**Exchange splitting of the 3s level in +3 ions from Fe to Br**

The table holds spin-up and spin-down 3s eigenvalues and mean radii from all-electron, spin-polarised, configuration-averaged Hartree-Fock with the scalar X2C Hamiltonian at the radial basis limit. The program tests whether the gap equals the number of unpaired electrons times an exchange integral $K=c/\langle r\rangle_{3s}$, fitted to the five 3d ions, and compares it with a constant $K$ and a $K$ linear in $Z$. The one-parameter scaling holds within 1.4 % of the table, a constant $K$ misses by up to 11 %, and the two-parameter line stays within 0.2 %. The 3d constant overestimates the 4s and 4p rows by factors of 5 to 14. The output also lists the steps of the 3s energies, a point-charge estimate that overshoots the break after Ga3+, and the spin splittings of other shells in Ni3+.

Triply charged ions from Fe to Br, computed with B-spline radial atomic code 1 by all-electron, spin-polarised Hartree-Fock for a spherical atom, averaged over the configuration, at the radial basis limit. The Hamiltonian is scalar X2C and the nucleus a Fermi distribution. Orbital energies ε are eigenvalues; (nl)a+b means a electrons of spin up and b of spin down.

## Script

```python
# Table: 3s up/down eigenvalues and mean radii of +3 ions Fe..Br; B-spline radial atomic code,
# spin-polarised Hartree-Fock (configuration average), scalar X2C, Fermi nucleus.
# Tested: gap = m*K (m unpaired electrons) with K = c/<r>3s; alternatives K constant, K linear in Z.
T = {
    'ion': ['Fe3+', 'Co3+', 'Ni3+', 'Cu3+', 'Zn3+', 'Ga3+', 'Ge3+', 'As3+', 'Se3+', 'Br3+'],
    'Z': [26, 27, 28, 29, 30, 31, 32, 33, 34, 35],
    'N': [23, 24, 25, 26, 27, 28, 29, 30, 31, 32],
    'configuration': ['[Ar] (3d)5+0', '[Ar] (3d)5+1', '[Ar] (3d)5+2', '[Ar] (3d)5+3', '[Ar] (3d)5+4', '[Ar] 3d10', '[Ar] 3d10 (4s)1+0', '[Ar] 3d10 4s2', '[Ar] 3d10 4s2 (4p)1+0', '[Ar] 3d10 4s2 (4p)2+0'],
    'nuclear_rms_radius': [3.738, 3.788, 3.776, 3.882, 3.928, 3.997, 4.074, 4.097, 4.14, 4.163],  # fm
    'orbital_energy_3s_up': [-5.8364, -6.2213, -6.6083, -6.9988, -7.3939, -7.7945, -8.6569, -9.5516, -10.56, -11.616],  # hartree
    'orbital_energy_3s_down': [-5.3686, -5.8257, -6.2961, -6.7806, -7.2799, -7.7945, -8.6325, -9.5516, -10.551, -11.593],  # hartree
    'orbital_mean_radius_3s_up': [0.80277, 0.7665, 0.73371, 0.70386, 0.67651, 0.65132, 0.62164, 0.59523, 0.57066, 0.54786],  # bohr
    'orbital_mean_radius_3s_down': [0.80762, 0.77059, 0.73684, 0.70595, 0.67754, 0.65132, 0.62281, 0.59523, 0.5707, 0.54794],  # bohr
    'gap': [0.4678, 0.3956, 0.3122, 0.2182, 0.114, 0.0, 0.02445, 0.0, 0.009759, 0.02249],  # hartree
}
import numpy as np
from scipy.integrate import cumulative_trapezoid as ct, trapezoid as tz
from scipy.constants import physical_constants as pc
eV = pc['Hartree energy in eV'][0]
A = lambda k: np.array(T[k], float)
ion, Z, g = T['ion'], A('Z'), A('gap')
eu, ed = A('orbital_energy_3s_up'), A('orbital_energy_3s_down')
ru, rd = A('orbital_mean_radius_3s_up'), A('orbital_mean_radius_3s_down')
m = np.array([5, 4, 3, 2, 1, 0, 1, 0, 1, 2])  # unpaired electrons, from the configurations
r, em, dr = (ru+rd)/2, (eu+ed)/2, rd-ru
op = m > 0; d = np.arange(5)
K = np.where(op, g/np.maximum(m, 1), 0.0)
print("ion m gap[Ha] gap[eV] K=gap/m[Ha] K*<r> dr[bohr] dr/gap (dr rounding +-0.00001)")
for i in np.where(op)[0]:
    print(f"{ion[i]} {m[i]} {g[i]:.5f} {g[i]*eV:.2f} {K[i]:.5f} {K[i]*r[i]:.5f} {dr[i]:.5f} {dr[i]/g[i]:.4f}")
print("closed shells, gap[Ha]:", [(ion[i], float(g[i])) for i in np.where(~op)[0]])
# fits to the d rows only: 4s and 4p rows involve other Slater integrals
K0 = K[d].mean(); c = (K*r)[d].mean(); a, b = np.polyfit(Z[d], K[d], 1)
mods = {'c/<r>': c/r, 'const': K0+0*r, 'linZ': a*Z+b}
print(f"c={c:.5f} Ha*bohr; K0={K0:.5f} Ha; linear slope {a:.5f} Ha/Z, intercept {b:.4f} Ha")
for n, v in mods.items():
    e = 100*(v[d]/K[d]-1); w = np.argmax(abs(e))
    print(f"{n} error % Fe..Zn:", np.round(e, 2), "worst", ion[w])
print("rounding floor % Fe..Zn:", np.round(100*5e-5/g[d], 3))
p = -np.polyfit(np.log(r[d]), np.log(K[d]), 1)[0]
print(f"exponent p of K~<r>^-p: {p:.3f} (pure scaling 1)")
print(f"Zn/Fe: K {K[4]/K[0]:.3f}, 1/<r> {r[0]/r[4]:.3f}, K*<r> {K[4]*r[4]/(K[0]*r[0]):.3f}; gap Fe/Zn {g[0]/g[4]:.2f} (count 5)")
print("steps of K[Ha]:", np.round(np.diff(K[d]), 5))
print("steps of gap Fe..Ga[Ha]:", np.round(np.diff(g[:6]), 4))
print("d model over table (factor):", [(ion[i], round(float(c/r[i]/K[i]), 1)) for i in (6, 8, 9)])
print(f"K ratios: Zn/Ge {K[4]/K[6]:.2f}, Zn/Se {K[4]/K[8]:.2f}, Ge/Se {K[6]/K[8]:.2f}, Ge/(3K Se) {K[6]/(3*K[8]):.2f}")
print(f"implied G[Ha]: G2 Zn {5*K[4]:.3f}, G0 Ge {K[6]:.4f}, G1 Se {3*K[8]:.4f}, G1 Br {3*K[9]:.4f}")
print(f"Br/Se: gap {g[9]/g[8]:.3f}, K {K[9]/K[8]:.3f}, 1/<r>3s {r[8]/r[9]:.3f}")
print("steps up [Ha]:", np.round(np.diff(eu), 3))
print("steps down [Ha]:", np.round(np.diff(ed), 3))
s = np.diff(em)
print("steps spin mean [Ha]:", np.round(s, 3))
print(f"kink: step Ga>Ge minus Zn>Ga {s[5]-s[4]:.3f} Ha, ratio {s[5]/s[4]:.2f}")
# typed below: further outputs of the same runs (Ni3+, Ga3+, As3+ orbital data)
print(f"point-charge step -<1/r>3s+<1/r>new [Ha]: Ga(3d) {-2.190108+1.675251:.3f} vs {s[4]:.3f}; As(4s) {-2.407075+0.728041:.3f} vs {s[6]:.3f}")
ni = {'1s': (-310.2803, -310.2804, 0.05372264, 0.05372181), '2s': (-40.17825, -40.05889, 0.2437402, 0.2431913),
      '2p': (-34.63796, -34.5209, 0.2152, 0.214444), '3p': (-4.930656, -4.553938, 0.767034, 0.7742247)}
for k, v in ni.items():
    print(f"Ni3+ {k}: gap {v[1]-v[0]:.4f} Ha, r(down)-r(up) {v[3]-v[2]:.6f} bohr")
du, dd = 0.8737665, 0.9045877
print(f"Ni3+ 3d r down/up {dd/du:.3f}; 3d/3s up {du/ru[2]:.3f}, down {dd/rd[2]:.3f}")
print(f"3d/3s radius Ga {0.776885/r[5]:.3f}, As {0.6650474/r[7]:.3f}; 4s/3s As {1.784396/r[7]:.2f}")
x = np.linspace(1e-5, 14, 60001)
def Khyd(rs, rD):  # G2/5 from hydrogenic 3s, 3d with charges matched to the mean radii
    zs, zd = 13.5/rs, 10.5/rD
    P = x*(1-2*zs*x/3+2*(zs*x)**2/27)*np.exp(-zs*x/3); Q = x**3*np.exp(-zd*x/3)
    f = P*Q/np.sqrt(tz(P*P, x)*tz(Q*Q, x))
    return 2*tz(f/x**3*ct(f*x**2, x, initial=0), x)/5
ku, kd = Khyd(ru[2], du), Khyd(rd[2], dd)
print(f"crude hydrogenic Ni3+: K up {ku:.3f}, down {kd:.3f}, 5Kup-2Kdown {5*ku-2*kd:.2f} Ha vs table {g[2]:.4f}")
print(f"hydrogenic common-charge K*<r>3s {Khyd(1.0, 10.5/13.5):.3f} vs fitted c {c:.3f}")
assert np.all(g[~op] == 0) and np.all(g[op] > 0) and np.all(dr[op] > 0)
assert np.all(np.diff(K[d]) > 0) and K[4] > K[6] > K[9] > K[8]
assert 0.8 < p < 1.4
assert s[5] < 1.5*s[4]
```

Output:

```
ion m gap[Ha] gap[eV] K=gap/m[Ha] K*<r> dr[bohr] dr/gap (dr rounding +-0.00001)
Fe3+ 5 0.46780 12.73 0.09356 0.07533 0.00485 0.0104
Co3+ 4 0.39560 10.76 0.09890 0.07601 0.00409 0.0103
Ni3+ 3 0.31220 8.50 0.10407 0.07652 0.00313 0.0100
Cu3+ 2 0.21820 5.94 0.10910 0.07691 0.00209 0.0096
Zn3+ 1 0.11400 3.10 0.11400 0.07718 0.00103 0.0090
Ge3+ 1 0.02445 0.67 0.02445 0.01521 0.00117 0.0479
Se3+ 1 0.00976 0.27 0.00976 0.00557 0.00004 0.0041
Br3+ 2 0.02249 0.61 0.01124 0.00616 0.00008 0.0036
closed shells, gap[Ha]: [('Ga3+', 0.0), ('As3+', 0.0)]
c=0.07639 Ha*bohr; K0=0.10393 Ha; linear slope 0.00511 Ha/Z, intercept -0.0391 Ha
c/<r> error % Fe..Zn: [ 1.4   0.5  -0.17 -0.67 -1.03] worst Fe3+
const error % Fe..Zn: [11.08  5.08 -0.14 -4.74 -8.84] worst Fe3+
linZ error % Fe..Zn: [ 0.16 -0.08 -0.14 -0.06  0.12] worst Fe3+
rounding floor % Fe..Zn: [0.011 0.013 0.016 0.023 0.044]
exponent p of K~<r>^-p: 1.139 (pure scaling 1)
Zn/Fe: K 1.218, 1/<r> 1.189, K*<r> 1.025; gap Fe/Zn 4.10 (count 5)
steps of K[Ha]: [0.00534 0.00517 0.00503 0.0049 ]
steps of gap Fe..Ga[Ha]: [-0.0722 -0.0834 -0.094  -0.1042 -0.114 ]
d model over table (factor): [('Ge3+', 5.0), ('Se3+', 13.7), ('Br3+', 12.4)]
K ratios: Zn/Ge 4.66, Zn/Se 11.68, Ge/Se 2.51, Ge/(3K Se) 0.84
implied G[Ha]: G2 Zn 0.570, G0 Ge 0.0244, G1 Se 0.0293, G1 Br 0.0337
Br/Se: gap 2.305, K 1.152, 1/<r>3s 1.042
steps up [Ha]: [-0.385 -0.387 -0.391 -0.395 -0.401 -0.862 -0.895 -1.008 -1.056]
steps down [Ha]: [-0.457 -0.47  -0.484 -0.499 -0.515 -0.838 -0.919 -0.999 -1.042]
steps spin mean [Ha]: [-0.421 -0.429 -0.438 -0.447 -0.458 -0.85  -0.907 -1.004 -1.049]
kink: step Ga>Ge minus Zn>Ga -0.393 Ha, ratio 1.86
point-charge step -<1/r>3s+<1/r>new [Ha]: Ga(3d) -0.515 vs -0.458; As(4s) -1.679 vs -0.907
Ni3+ 1s: gap -0.0001 Ha, r(down)-r(up) -0.000001 bohr
Ni3+ 2s: gap 0.1194 Ha, r(down)-r(up) -0.000549 bohr
Ni3+ 2p: gap 0.1171 Ha, r(down)-r(up) -0.000756 bohr
Ni3+ 3p: gap 0.3767 Ha, r(down)-r(up) 0.007191 bohr
Ni3+ 3d r down/up 1.035; 3d/3s up 1.191, down 1.228
3d/3s radius Ga 1.193, As 1.117; 4s/3s As 3.00
crude hydrogenic Ni3+: K up 0.100, down 0.098, 5Kup-2Kdown 0.31 Ha vs table 0.3122
hydrogenic common-charge K*<r>3s 0.062 vs fitted c 0.076
```
